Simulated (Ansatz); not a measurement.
## Electron–phonon coupling and T_c of Sc — Ansatz, plane waves and PAW

Space group P6_3/mmc (No. 194), 2 atoms in the cell of the first input below: a = 3.318 Å, b = 3.318 Å, c = 5.165 Å, α = 90.00°, β = 90.00°, γ = 120.00°.

The cell was built from a prototype of a structure type listed for this element, relaxed without spin–orbit coupling to zero pressure (pressure 0.0 GPa with this functional, without spin–orbit coupling). Functional: PBE.

Input:

```yaml
crystal:
  lattice:
    - [3.3176022551, 0.0, 0.0]
    - [-1.6588011275, 2.8731278326, 0.0]
    - [0.0, 0.0, 5.1647115887]
  atoms:
    - { symbol: Sc, position: [0.3333333333, 0.6666666667, 0.75] }
    - { symbol: Sc, position: [0.6666666667, 0.3333333333, 0.25] }
basis:
  ecutwfc: 420
  ecutrho_ratio: 4
kpoints:
  mp_grid: { grid: [12, 12, 8] }
hamiltonian:
  xc: pbe
scf:
  occupations: { method: methfessel_paxton, width: 0.2 }
output: {}
phonons:
  supercell: [2, 2, 2]
  qpath:
    path:
      - [[0.0, 0.0, 0.0], [0.5, 0.0, 0.0], [0.33333333, 0.33333333, 0.0], [0.0, 0.0, 0.0], [0.0, 0.0, 0.5], [0.5, 0.0, 0.5], [0.33333333, 0.33333333, 0.5], [0.0, 0.0, 0.5]]
      - [[0.5, 0.0, 0.5], [0.5, 0.0, 0.0]]
      - [[0.33333333, 0.33333333, 0.5], [0.33333333, 0.33333333, 0.0]]
    npoints: 6
  electrical_resistivity: { mesh: [24, 24, 16], temperatures: [50, 100, 200, 300, 500] }
  superconductivity: { mesh: [24, 24, 16], eliashberg_equations: false }
```

```bash
ansatz run input.yaml --threads 8 --pin off --max-ram 15360MiB --backend cpu --events-out ev --progress --plain --runs-dir out
```

Time: 84 s on 8 threads of AMD EPYC 7R43 64-Core Processor (Zen 3), with other jobs on the host, peak memory 4 GiB.

On the finest mesh λ = 0.4739, ω_log = 17.762 meV, N(E_F) = 2.026 states per eV, spin and cell. λ by mesh: 24×24×16 0.474, 12×12×8 0.466, 6×6×4 0.389.

**Question.** What T_c does McMillan's formula in the Allen–Dynes form give for μ* = 0.10?

**Answer.** T_c = (ω_log/1.2) exp[−1.04(1+λ)/(λ − μ*(1+0.62λ))] = (206.12 K/1.2) × exp(−1.5329/0.3445) = 2.01 K. By mesh, finest first, the same formula gives 2.01, 1.86, 0.75 K.

| μ* | McMillan (K) | Allen–Dynes with strong-coupling factors (K) |
| --- | --- | --- |
| 0.08 | 2.74 | 2.80 |
| 0.10 | 2.01 | 2.05 |
| 0.12 | 1.40 | 1.42 |
| 0.13 | 1.14 | 1.16 |
| 0.14 | 0.91 | 0.93 |
| 0.16 | 0.55 | 0.56 |
| 0.20 | 0.14 | 0.14 |

Caveats: small supercell, couplings not converged in it; this element isn't found superconducting at ambient pressure, so the computed T_c is too high; spin fluctuations are left out and the supercell is small; with so small a supercell and a typed μ*, T_c can miss a measured one by a factor of two or more.

The electron–phonon coupling puts hcp Sc in the weak-to-intermediate regime, where the Coulomb repulsion cancels a sizeable part of the phonon attraction. Because the remaining net attraction enters T_c exponentially, raising μ* from 0.08 to 0.20 lowers the McMillan value from 2.74 to 0.14 K. The strong-coupling factors hardly matter, as expected for a λ of this size.

The coupling probably owes much to the partly filled, fairly narrow 3d band, which provides many states at the Fermi level. The same band character also favours exchange enhancement, and the resulting paramagnons break singlet pairs while adding to the electron mass. A large d density of states therefore does not by itself make a good superconductor, and a larger μ* can imitate only part of this effect. The results support a modest phonon-mediated attraction, but not a superconducting ground state. The total λ also leaves open which vibrations carry the coupling.
